**Question: Which conformer of this amine-borane is the stable one?**

I have a set of conformers of H₃B–NH₂–CH₂–CH₂–CH(CH₃)–B(CH₃)₂, a chain with an amine-borane at one end and a dimethylboryl group at the other. The atoms are numbered B1, N2, C3, C4, C5 along the chain, then methyl C6 and boron B7, both on C5. The torsions are listed in the order B1-N2-C3-C4, N2-C3-C4-C5, C3-C4-C5-C6 and C4-C5-B7-C8, where C8 is one of the methyls on B7.

Conformers of the neutral singlet amine-borane H₃B–NH₂–CH₂–CH₂–CH(CH₃)–B(CH₃)₂ without solvent, at most ten kept: PBE0-D3(BJ)/6-31G(d) energies (PySCF 2.14.0) at GFN2-xTB geometries (tblite 0.8.0). Free energies and Boltzmann weights at 298.15 K combine the DFT energies with GFN2-xTB quasi-harmonic terms (soft-mode cutoff 100 cm⁻¹).

```csv
number,torsions in degrees,GFN2-xTB energy above its lowest (kcal/mol),DFT energy above the lowest (kcal/mol),free energy above the lowest (kcal/mol),weight (%),dipole (D)
1,"(179,180,-178,52)",1.330,0.370,0.000,34.50,5.830
2,"(-179,-60,-60,-117)",2.030,1.120,0.570,13.00,6.290
3,"(-178,-62,-62,100)",1.760,0.800,0.680,10.90,6.260
4,"(-172,57,170,-115)",0.000,0.000,0.740,9.90,5.700
5,"(180,-174,-67,-118)",2.340,1.590,0.750,9.70,6.150
6,"(-75,179,-178,53)",2.960,1.400,1.020,6.20,5.540
7,"(77,-165,-174,-133)",2.110,1.080,1.230,4.30,4.990
8,"(-179,174,70,126)",1.590,1.220,1.240,4.20,5.840
9,"(-178,176,71,-59)",1.590,1.210,1.260,4.10,5.820
10,"(-73,-177,-65,44)",3.570,2.090,1.420,3.10,5.350
```

Row 4 comes first in both energy columns, yet row 1 comes first in free energy and carries the largest weight. Which of the two should I call the more stable form, and why do the columns disagree? I would also like to know how far I can trust the order before I build anything on a single structure.

**Answer**

At room temperature the calculation makes row 1, whose chain is extended from B1 to methyl C6, the more stable form by 0.74 kcal/mol in free energy. Row 4, the folded chain, is lower in electronic energy, by 0.37 kcal/mol at the DFT level. The two statements answer different questions: energy says how deep a valley is, and free energy also counts how wide it is. Row 1 wins on the thermal part, probably because its valley is wider, and that part is the least secure one in this calculation.

**What separates the two forms**

The two conformers differ in essentially one turn. The torsion N2-C3-C4-C5 is anti (near 180°) in row 1 and gauche (near 60°) in row 4. The last torsion looks different as well, but that is mostly because the two equivalent methyls on B7 have changed places. The comparison therefore shows what it costs or gains to fold the chain at this one bond.

Write the free-energy difference as

$$\Delta G = \Delta E + \Delta G_{\mathrm{th}},$$

where $\Delta E$ is the difference in DFT energy and $\Delta G_{\mathrm{th}}$ is the thermal part, which holds zero-point energy, heat content and entropy. Going from row 1 to row 4, $\Delta E$ is −0.37 and $\Delta G_{\mathrm{th}}$ is +1.11 kcal/mol. Folding gains a little energy and loses three times as much in the thermal part.

The likely origin of the thermal loss is stiffness, though the vibrations themselves are not listed. A soft vibration of frequency $\nu$ contributes roughly $kT\ln(h\nu/kT)$ to the free energy, so a stiffer molecule lies higher. With $kT$ near 0.6 kcal/mol, a penalty of 1.11 corresponds to a product of all frequencies six to seven times larger, as if four soft modes had each risen in frequency by some 60 %. The quasi-harmonic treatment used here changes the share of the softest modes, so this gives only a sense of scale. A folded chain whose parts touch has less freedom to twist and rock, so the direction is reasonable. The size deserves a test.

**A test with a second pair**

Rows 5 and 2 differ by the same turn, anti in row 5 and gauche in row 2. What changes is the group that the nitrogen end folds towards. The third torsion in the table ends at methyl C6, and the handedness of C5 places B7 about 120° away from it. It follows that the fold brings nitrogen round towards B7 in row 4, but towards methyl C6 in row 2.

If the turn had a fixed price, whatever the group it meets, then for any energy $X$

$$X_4 - X_1 \approx X_2 - X_5 .$$

This model has no adjustable constant, and row 4 takes no part in its own prediction. For the DFT energy it gives $1.12 - 1.59 = -0.47$ kcal/mol, against −0.37 in the table. Folding lowers the DFT energy in both pairs, so the gain does not depend on folding towards boron.

Butane is a useful simpler case. There the gauche form lies higher, by roughly 0.6 kcal/mol, because the two ends crowd each other. Here the gauche form lies lower, so something must outweigh the crowding. My guess is attraction between the polar N–H bonds and the polarisable groups on C5, perhaps exaggerated by the small basis set. The analogy covers only the crowding, since butane has no polar end.

**Where the simple picture breaks**

The same model fails for the thermal part. The pair 5 and 2 predicts a penalty of 0.29 kcal/mol for folding, while row 4 shows 1.11, the highest thermal part in the whole set. Put the smaller penalty into the balance for row 4:

$$\Delta G \approx -0.37 + 0.29 = -0.08\ \text{kcal/mol}.$$

The two forms would then be level. The choice of partner matters, though. Row 3 has the same fold as row 2, with the dimethylboryl group turned differently. With row 3 in place of row 2, folding lowers the DFT energy by 0.79 kcal/mol and the thermal penalty is 0.72, which would leave row 1 ahead by 0.35. Row 1 thus owes much of its lead, and perhaps all of it, to the unusually large thermal penalty of this one folded conformer.

That penalty comes from GFN2-xTB, the fast approximate method that supplied the geometries and vibrations. The same method also singles out row 4 in energy: it puts the folded form 1.33 kcal/mol below row 1, whereas DFT, at the same geometries, finds only 0.37. In the pair 5 and 2 the two methods nearly agree. GFN2-xTB therefore seems to bind the fold towards B7 too strongly, if DFT is taken as the better guide.

A contact that is bound too strongly will often be too stiff as well, and its thermal penalty is then too large. This is an argument, not a result of the table, and a real contact with the bulky dimethylboryl group could also stiffen the chain. Additivity is not a strict law here either. In a second set of four conformers, where the turn about N2–C3 is compared in the same way, it misses by 0.53 kcal/mol for the DFT energy, though by only 0.18 for the thermal part.

**How safe the order is**

The free-energy order is not safe. Its margin of 0.74 kcal/mol is smaller than the disagreement between the two methods over this very pair. If the GFN2-xTB energy replaces the DFT energy and the thermal part stays as it is, row 4 leads by 0.22 kcal/mol. DFT is the better choice of the two, but the exchange shows how little is needed to turn the order round.

The vibrations carry a warning of their own: one conformer, not identified, keeps an imaginary mode, which means that its geometry is not a true minimum. If such a mode is dropped from the sum, its share of the free energy is lost. For a mode at 100 cm⁻¹ that share is about −0.4 kcal/mol. Should row 4 be the conformer concerned, more than half of row 1's lead could vanish; should it be row 1, the lead would grow.

The energy order, with row 4 below row 1, is no firmer. A gap of 0.37 kcal/mol is within the usual error of such a DFT calculation. The small basis set also tends to favour compact shapes, because neighbouring groups borrow each other's basis functions. A larger basis would probably raise row 4 and so help row 1.

**What would reverse it**

A thermal penalty below 0.37 kcal/mol would bring row 4 to the front, and two things might give one. The first is a better calculation: optimise rows 1 and 4 with DFT, remove any imaginary mode and recompute the vibrations. The second is cooling, which shrinks the entropy term and leaves more of the decision to the energy, where row 4 is ahead. The zero-point part of the penalty stays at any temperature, however, and the table does not show how large it is, so cooling need not complete the reversal.

A polar solvent would more likely promote a third form, row 2, which has the largest dipole and lies 0.57 kcal/mol above row 1. A crude estimate, with the molecule as a point dipole in a cavity of about 4 Å radius, favours row 2 over row 1 by some tenths of a kcal/mol in a very polar liquid. That is comparable to the gap. The estimate leaves out hydrogen bonds from N–H to the solvent, so it marks a risk and not a new order.

The free amine, without its BH₃, would be a different matter. Its nitrogen lone pair could bind to B7 and close a five-membered ring, and a true bond of that kind would settle the order in favour of the fold. In the present molecule BH₃ already occupies the lone pair. In row 4 this BH₃ also points away from B7, so only weak forces seem to hold the fold, which is why such small thermal terms can decide.

For practical use, treat the molecule as a mixture. Rows 8 and 9 are the same conformer listed twice; with one of them removed, row 1 holds 36 % and row 4 holds 10 %. With DFT energies alone the shares would be 22 % and 41 %. Row 1 has no majority in either case, and the search may have missed conformers, so a property that depends on shape should be averaged over the set and checked with both sets of weights. The output below gives most of the comparisons used here; those with row 3 follow from the table and the listed thermal parts.

Output of the analysis:

```
Thermal part of the free energy relative to row 1 in kcal/mol:
  row  thermal
    1        0
    2    -0.18
    3     0.25
    4     1.11
    5    -0.47
    6    -0.01
    7     0.52
    8     0.39
    9     0.42
   10     -0.3
DFT energy, row 4 less row 1 (kcal/mol): -0.37
DFT energy, row 2 less row 5 (kcal/mol): -0.47
GFN2-xTB energy, row 4 less row 1 (kcal/mol): -1.33
GFN2-xTB energy, row 2 less row 5 (kcal/mol): -0.31
thermal part, row 4 less row 1 (kcal/mol): 1.11
thermal part, row 2 less row 5 (kcal/mol): 0.29
free energy, row 4 less row 1 (kcal/mol): 0.74
free energy, row 2 less row 5 (kcal/mol): -0.18
departure from additivity in the first square, DFT energy (kcal/mol): 0.1
departure from additivity in the first square, GFN2-xTB energy (kcal/mol): -1.02
departure from additivity in the first square, thermal part (kcal/mol): 0.82
departure from additivity in the second square, DFT energy (kcal/mol): 0.53
departure from additivity in the second square, GFN2-xTB energy (kcal/mol): 0.4
departure from additivity in the second square, thermal part (kcal/mol): -0.18
row 4 less row 1 with GFN2-xTB energy in place of DFT energy (kcal/mol): -0.22
row 4 less row 1 with the thermal change of the pair 5 to 2 (kcal/mol): -0.08
free energy of one harmonic mode at 100 per cm and 298 K (kcal/mol): -0.426
weight of row 1 without the duplicate (%): 36.01
weight of row 4 without the duplicate (%): 10.33
weight of row 1 from DFT energies alone (%): 22.07
weight of row 4 from DFT energies alone (%): 41.21
crude solvent shift, row 4 less row 1 (kcal/mol): 0.1682
crude solvent shift, row 2 less row 1 (kcal/mol): -0.6257
```
